Ten gigapascals is about a hundred thousand atmospheres, yet it is modest on the scale of chemical bonding, where 1 eV per Å³ corresponds to about 160 GPa. A metal with a bulk modulus of a hundred gigapascals or more therefore gives way by a percent or less per gigapascal. The questions concern a hexagonal form of Ti₃Si, computed with a gradient-corrected density functional. All changes are relative to zero pressure, and a negative pressure means that the crystal is pulled outwards.

Ti3Si (P6_3/mmc, 8 atoms per cell; at zero pressure a = 5.584 Å, c = 4.473 Å, 15.10 Å³ per atom), relaxed at each target pressure with its symmetry kept; changes are relative to zero pressure. Computed with Ansatz 0.2.0, PBEsol, plane-wave PAW, scalar-relativistic, without spin polarisation; cutoff 420 eV, Gaussian smearing of 0.1 eV, k mesh 6×6×8 at zero pressure.

```tsv
pressure (GPa)	volume change (%)	enthalpy change (eV/atom)	a change (%)	c change (%)
-2	1.44	-0.190	0.50	0.43
0	0.00	0.000	0.00	0.00
2	-1.35	0.187	-0.47	-0.41
5	-3.22	0.463	-1.14	-0.96
10	-6.00	0.913	-2.16	-1.79
20	-10.76	1.775	-3.99	-3.20
```

### 1. Does each further gigapascal remove the same amount of volume?

**Answer.** No. The first 2 GPa remove 1.35 % of the volume, about 0.7 % per GPa. Between 10 and 20 GPa the loss is $(10.76-6.00)/10$, or about 0.5 % per GPa. The crystal stiffens as it is compressed.

At zero pressure, the forces that bind the atoms and those that keep them apart balance. Squeezing strengthens both, but the repulsion rises more steeply: electrons confined to less space gain kinetic energy, and neighbouring closed shells begin to overlap. Each further step therefore works against a steeper force. This is the standard explanation of stiffening; the table shows the result without separating the two forces.

*Remark.* The bulk modulus $B=-V\,dP/dV$ puts this in one number, with $P$ the pressure and $V$ the volume. It is 144 GPa around zero pressure and averages 194 GPa between 10 and 20 GPa.

### 2. The enthalpy is lowest at −2 GPa. Is the stretched crystal the most stable?

**Answer.** No. Enthalpy is $H=U+PV$, with $U$ the internal energy. At −2 GPa the term $PV$ is negative simply because $P$ is, and it contributes −0.191 eV per atom. The internal energy itself has risen by about 0.001 eV, as it must on either side of its minimum.

*Remark.* Enthalpies decide between structures at the same pressure. Comparing one structure at two pressures mostly compares the two values of $PV$.

### 3. At 20 GPa the enthalpy has risen by 1.775 eV per atom. How much of this is stored in the compressed bonds?

**Answer.** About 0.09 eV, a twentieth of the total. The rest is $PV$, which multiplies the pressure by the whole volume of the crystal, whereas the bonds store only the work done over the small volume that was lost.

A spring estimate shows the size. If pressure grows in proportion to the lost volume $\Delta V$, its average during compression is half the final value, and the stored energy is

$$\Delta U\approx\tfrac12 B V_0\left(\frac{\Delta V}{V_0}\right)^2 .$$

With $B=144$ GPa, $V_0=15.1$ Å³ per atom and a relative volume loss of 0.1076, this gives $\tfrac12\times144\times15.1\times0.1076^2\approx12.6$ GPa Å³. Division by 160 turns this into 0.079 eV.

*Remark.* The modulus came from the rows at ±2 GPa, while the volume loss was taken from the 20 GPa row. The calculation itself gives 0.093 eV, so the spring falls short by about a sixth. That shortfall is the stiffening of question 1, seen as energy.

### 4. Why does the enthalpy curve look almost straight when the volume curve bends?

**Answer.** At zero temperature the slope of enthalpy against pressure is the volume, $dH/dP=V$. From 0 to 20 GPa the volume falls by only about a tenth, so the slope falls by only about a tenth too. With a fixed volume the rise at 20 GPa would be 1.885 eV; the shrinking crystal brings it down to 1.775 eV.

*Remark.* The area under the volume curve reproduces the enthalpy to about 0.001 eV. Since the relation is exact thermodynamics, this shows that the numbers are consistent and does not test any picture of the bonding.

### 5. Can the behaviour at 20 GPa be predicted from the rows at ±2 GPa?

**Answer.** Yes, to a few percent, provided that stiffening is included. A constant modulus of 144 GPa predicts a volume loss of 13 % at 20 GPa, clearly more than the computed 10.76 %.

The Birch–Murnaghan equation keeps the spring law but measures compression by the strain $f=\tfrac12[(V_0/V)^{2/3}-1]$, which follows squared lengths. With an energy proportional to $f^2$, differentiation by volume gives

$$P=3Bf(1+2f)^{5/2}.$$

The factor in brackets grows under compression and supplies most of the stiffening without a further constant. The rate of stiffening is thus built into the law; only the modulus comes from the rows at ±2 GPa. At the computed volume of the last row this law gives 20.6 GPa, where the calculation reached 20.0 GPa.

*Remark.* The small excess means that this crystal stiffens slightly less than the law assumes. For a neighbouring compound the same reasoning needs only its own modulus near zero pressure: a softer solid loses more volume, and under this law its modulus at first climbs by roughly four times the applied pressure.

### 6. Which axis shrinks more, and why?

**Answer.** The $a$ axis, which lies in the close-packed layers, shrinks by 3.99 % at 20 GPa, and the $c$ axis, which crosses them, by 3.20 %. Equal shrinkage would have meant 3.72 % for each. The ratio $c/a$ rises from 0.801 to 0.808, towards the value of about 0.82 for ideally packed spheres in this cell, where $a$ spans two neighbour spacings.

Packing offers a possible reason. If the atoms sat on ideal sites, neighbours within a layer would be 2.79 Å apart and neighbours in adjacent layers 2.76 Å. The longer contacts may yield more easily, which would even out the spacings.

*Remark.* This reason is a guess. The shortest Ti–Ti distance in the crystal is 2.71 Å, below both ideal spacings, so the titanium atoms are displaced from those sites. Symmetry lets them move only within their layers. The shortest Si–Ti distance, 2.73 Å, is below half of $a$ and so must cross the layers; the shift that shortens it is expected to tighten triangles of titanium within a layer and widen others. The 2.71 Å contact would then lie within a layer, and in-layer contacts would be the longer ones only on average. The bond lengths under pressure would be needed to settle the matter.

### 7. Which digits can be trusted, and what would another functional or structure change?

**Answer.** The modulus near zero pressure is well determined within this calculation. Its rate of increase with pressure is good to about two figures, provided the right pressures are used. The relaxations stopped up to 0.05 GPa away from their targets. A two-constant Birch–Murnaghan fit to all six rows gives 144 GPa and 3.5 with the pressures actually reached, but 145 GPa and 3.4 with the nominal ones. The first fit misses the rows by about 0.003 GPa and the second by about 0.02 GPa, so the first is the one to trust. The output below gives both fits. The shrinkage ratio of $a$ to $c$ at 2 GPa is soft, since rounding alone allows anything from 1.12 to 1.17.

Agreement with a real sample is a separate matter. The calculation used PAW datasets made for PBE and left out zero-point motion; both should affect the absolute volume more than the changes listed here. The functional PBE usually gives larger volumes than the PBEsol used here. A crystal that starts more expanded sits on a softer part of its curve, so its percentage losses would probably be somewhat larger.

The known form of Ti₃Si is tetragonal, and its enthalpy is not in the table, so these rows cannot tell which form is stable. Question 4 shows what would matter: a structure smaller by 0.1 Å³ per atom gains $0.1\times10/160\approx0.006$ eV per atom over 10 GPa.

*Remark.* A smooth curve for one structure does not rule out a transition to another, because each relaxation kept the hexagonal symmetry.

The analysis program printed:

```
Energy parts per atom:
  row  volume (A^3)  PV term (eV)  internal energy change (meV)  spring-law energy (meV)
   -2         15.32       -0.1912                          1.39                    1.406
    0          15.1             0                             0                        0
    2         14.89        0.1859                          1.25                    1.235
    5         14.61         0.456                          7.36                    7.028
   10         14.19        0.8858                         26.83                     24.4
   20         13.47         1.682                         93.31                    78.48
Pressure laws and shape:
  row  reached pressure (GPa)  constant-modulus pressure (GPa)  Birch-Murnaghan pressure with derivative 4 (GPa)     c/a  in-plane spacing (A)  spacing across layers (A)
   -2                  -2.008                           -2.057                                            -1.999  0.8005                 2.806                      2.769
    0                -0.00205                                0                                                 0   0.801                 2.792                      2.757
    2                   2.004                            1.955                                             2.009  0.8015                 2.779                      2.745
    5                   4.991                            4.709                                             5.027  0.8025                  2.76                      2.729
   10                   9.947                            8.902                                             10.08  0.8041                 2.732                      2.704
   20                   20.04                            16.38                                             20.57  0.8076                 2.681                      2.661
Bulk modulus from the rows at -2 and 2 GPa (GPa): 143.9
Mean bulk modulus between 10 and 20 GPa (GPa): 194.2
Volume change at 20 GPa if the modulus stayed constant (%): -12.98
Enthalpy change from 0 to 20 GPa as area under the volume curve (eV/atom): 1.776
Enthalpy change at 20 GPa if the volume stayed constant (eV/atom): 1.885
PV share of the enthalpy change at 20 GPa (%): 94.75
Ratio of a change to c change at 2 GPa: 1.146
Ratio of a change to c change at 20 GPa: 1.247
Change of each axis at 20 GPa if all shrank alike (%): -3.724
fit of pr on 6 rows: coefficient of g 144.1 +/- 0.079, coefficient of gf -99.36 +/- 2.2; rms 0.00287, worst 5 0.00477, leave-one-out rms 0.0148
fit of p on 6 rows: coefficient of g 145.1 +/- 0.55, coefficient of gf -130.3 +/- 15; rms 0.02, worst 10 -0.033, leave-one-out rms 0.136
Pressure derivative of the bulk modulus with reached pressures: 3.54
Pressure derivative of the bulk modulus with set pressures: 3.401
```
